**Question**

I have seven calculated points for cubic HfPbO₃, spread around its equilibrium volume, and I need values for a cell stretched further than any of them. The last row of the table is that cell. Energy and pressure look smooth, but the gap is nearly flat under compression and then bends down on expansion. Can I extend all three columns with the same confidence, and what should I expect in the last row?

Cubic HfPbO3 (space group Pm-3m, 5 atoms in the cell) at scaled volumes of the relaxed cell, computed with Ansatz 0.2.0: r2SCAN, plane-wave PAW, scalar-relativistic, no spin polarisation, cutoff 500 eV, k mesh 6×6×6, Gaussian smearing of 0.02 eV. Energies count from the minimum of a third-order Birch-Murnaghan fit; positive pressure means compression.

```tsv
volume per atom (Å³/atom)	energy over minimum (meV/atom)	pressure (GPa)	band gap on mesh (eV)
12.419	141.5	30.04	2.939
12.843	75.0	20.61	2.942
13.266	31.4	12.59	2.938
13.689	7.4	5.77	2.929
14.113	0.0	-0.04	2.914
14.536	6.8	-4.99	2.840
14.960	25.7	-9.21	2.743
15.524	?	?	?
```

**Answer**

The three columns don't deserve the same confidence, because they respond to different things. Energy and pressure reflect all the filled states together. The gap depends on only two states, the highest filled one and the lowest empty one, and which two these are can change with volume.

The elastic part is the easier one. In this cubic structure no atom can shift and no angle can change, so stretching the cell lengthens every bond by the same factor. The last row has a volume 10 % above equilibrium, which means bonds about 3 % longer. Bonds resist being squeezed more strongly than being pulled, so the energy should rise less steeply on this side than for an equal compression.

The usual way to write this down is the third-order Birch–Murnaghan equation. With $V$ the volume per atom and $V_0$ its equilibrium value, the strain is $f=\tfrac12[(V_0/V)^{2/3}-1]$, and the energy over the minimum is

$$E=\tfrac92\,B V_0 f^2\,[1+(B'-4)f].$$

Here $B$ is the bulk modulus, the resistance to a change of volume, and $B'$ says how fast it grows with pressure. Fitted to the seven known energies, the formula gives $B$ = 179 GPa and $B'$ = 4.3. These constants belong to the ideal cubic cell; the real compound, usually written PbHfO₃, is already distorted at room temperature, and that freedom is excluded here.

The pressure follows from the slope of the energy curve, and a negative value means that the cell has to be held stretched. With a constant stiffness, a 10 % expansion would need a tension of about 0.10 × 179 ≈ 18 GPa. The true tension should be clearly smaller, since the bonds soften as they lengthen. My forecast is about −13.9 GPa, within ±0.2, together with an energy of about 66.8 meV/atom, within ±0.8.

The gap needs a different argument. Picture several pairs of filled and empty states, each pair with its own separation and its own response to volume. The gap is the smallest of these separations. A pair whose separation shrinks quickly on expansion can lie hidden in the compressed crystal, where another pair is closer together, and take over once the crystal is stretched. The gap then shows a kink, and on expansion such a takeover can only turn the curve downward.

The total energy need not notice. The crystal stays insulating, so the same number of states remains filled on both sides of the takeover, and no electron has to move into a new band. A smooth energy beside a kinked gap is therefore no contradiction.

The known rows fit this picture. In three successive, nearly equal steps of volume from 13.689 Å³/atom upward, the gap falls by 0.015, then 0.074, then 0.097 eV. The middle step is what a takeover just above equilibrium would give, with a little of the old slope and much of the new one. That makes a switch plausible, but a bend that is merely sharp would look much the same at this spacing.

If the new pair stays in charge, the last row can be estimated by hand. Between the last two known rows the gap falls by 0.0337 eV per percent of volume, measured on a logarithmic scale. The remaining stretch is $\ln(15.524/14.960)$ = 0.0370, or 3.70 %, so the gap should fall by 0.0337 × 3.70 ≈ 0.125 eV, from 2.743 to 2.618 eV.

My forecast is slightly lower, about 2.61 eV within ±0.05, because the gap curves gently downward on the compressed side and I let the new branch curve in the same way. One smooth cubic curve through all seven gaps would instead keep steepening and arrive at 2.53 eV. The last row can thus tell the two descriptions apart.

The weak point is that only two known rows lie beyond the supposed switch. When rows are left out one at a time and predicted from the others, the root-mean-square miss is 0.09 eV for the switch model and only 0.01 eV for the smooth curve. The switch model should fail mainly when one of the two expanded rows is left out, since a single row can't fix both where the switch lies and how steep the new branch is. My range is a judgement that relies on both expanded rows and on no third pair taking over, which would pull the gap lower still.

The withheld rows as computed:

```tsv
volume per atom (Å³/atom)	energy over minimum (meV/atom)	pressure (GPa)	band gap on mesh (eV)
15.524	66.7	-13.88	2.621
```

All three values lie inside their ranges. The energy forecast is too high by 0.1 meV/atom, and the pressure forecast misses by 0.02 GPa. So the softening seen in the known rows carries on smoothly to the 10 % expansion. The pressure is a separate check, because that column holds the stress calculated in each run, not the slope of a fitted energy curve. The fit to the energies alone gives −13.91 GPa for the last row, so the two columns agree with each other as well.

The gap came out at 2.621 eV, so my forecast was 0.01 eV too low. The hand estimate, a straight line through two points, was closer. Over the last stretch the gap fell by 2.743 − 2.621 = 0.122 eV, or 0.033 eV per percent, almost the same rate as before. The curvature I had carried over from the compressed side does not show up here, and that accounts for most of the small miss.

The smooth cubic curve missed by 0.09 eV, also on the low side. It read the sudden change of slope as the start of an ever steeper fall, whereas the gap bent once and then kept a nearly steady rate. That is how a takeover by a second pair of states should look. It is still indirect evidence, since a rounded bend followed by a straight stretch would give the same numbers. The printed output below has the fits and their misses.

For similar data, extend energy and pressure with one elastic curve through all points, but extend the gap only from points on the same side of a kink. Don't take the position of the kink, here fitted at 14.23 Å³/atom, as a property of the real material. The calculation leaves out spin–orbit coupling, which could lower empty lead states and so move the kink, and the k mesh may miss the true band edges. The gaps themselves are probably too small, as is usual with r2SCAN.

What the table leaves open is which states change places. In the two most compressed cells both band edges lie at the same k point, X, the centre of a face of the Brillouin zone. So look first at where the edges lie at 14.113 and at 14.536 Å³/atom, on either side of the kink. If one of them jumps to a distant k point between these two cells, another state has taken over. If both are still at X, the band structures at 14.113 and 14.536 Å³/atom have to be compared state by state, because two bands can also change order at one k point.

Output of the analysis:

```
Volume at zero pressure (cubic angstrom per atom): 14.11
Expansion of the withheld row over this volume (percent): 10.02
fit of energy_over_minimum on 7 rows: coefficient of fe**2 70828 +/- 92, coefficient of fe**3 21104 +/- 2253; rms 0.0507, worst 12.843 -0.105, leave-one-out rms 0.168
  rows outside the fit (model, value, miss): 15.524 66.77, 66.7, 0.0696
Bulk modulus from the energies (GPa): 178.7
Pressure derivative of the bulk modulus from the energies: 4.298
fit of pressure on 7 rows: coefficient of 3*fe*g 178.7 +/- 0.1, coefficient of 4.5*fe**2*g 54.67 +/- 1.8; rms 0.00842, worst 12.843 -0.0166, leave-one-out rms 0.0204
  rows outside the fit (model, value, miss): 15.524 -13.9, -13.88, -0.0213
Pressure at the withheld volume from the energy fit alone (GPa): -13.91
fit of band_gap_on_mesh on 7 rows: constant 2.914 +/- 0.0002, coefficient of x -0.5734 +/- 0.008, coefficient of x**2 -2.966 +/- 0.062, coefficient of where(x > s, x - s, 0) -2.54 +/- 0.018, s 0.008313; rms 0.000131, worst 13.266 0.000247, leave-one-out rms 0.0879
  rows outside the fit (model, value, miss): 15.524 2.611, 2.621, -0.0101
fit of band_gap_on_mesh on 7 rows: constant 2.906 +/- 0.0047, coefficient of x -1.437 +/- 0.086, coefficient of x**2 -18.78 +/- 1.8, coefficient of x**3 -75.56 +/- 16; rms 0.00459, worst 14.113 -0.00855, leave-one-out rms 0.0123
  rows outside the fit (model, value, miss): 15.524 2.531, 2.621, -0.0897
Volume of the fitted switch (cubic angstrom per atom): 14.23
Gap change from 13.689 to 14.113 (eV): -0.015
Gap change from 14.113 to 14.536 (eV): -0.074
Gap change from 14.536 to 14.960 (eV): -0.097
Last known gap slope (eV per percent of volume): -0.03374
Gap at the withheld volume by a straight line in ln V through the last two known rows (eV): 2.618
```
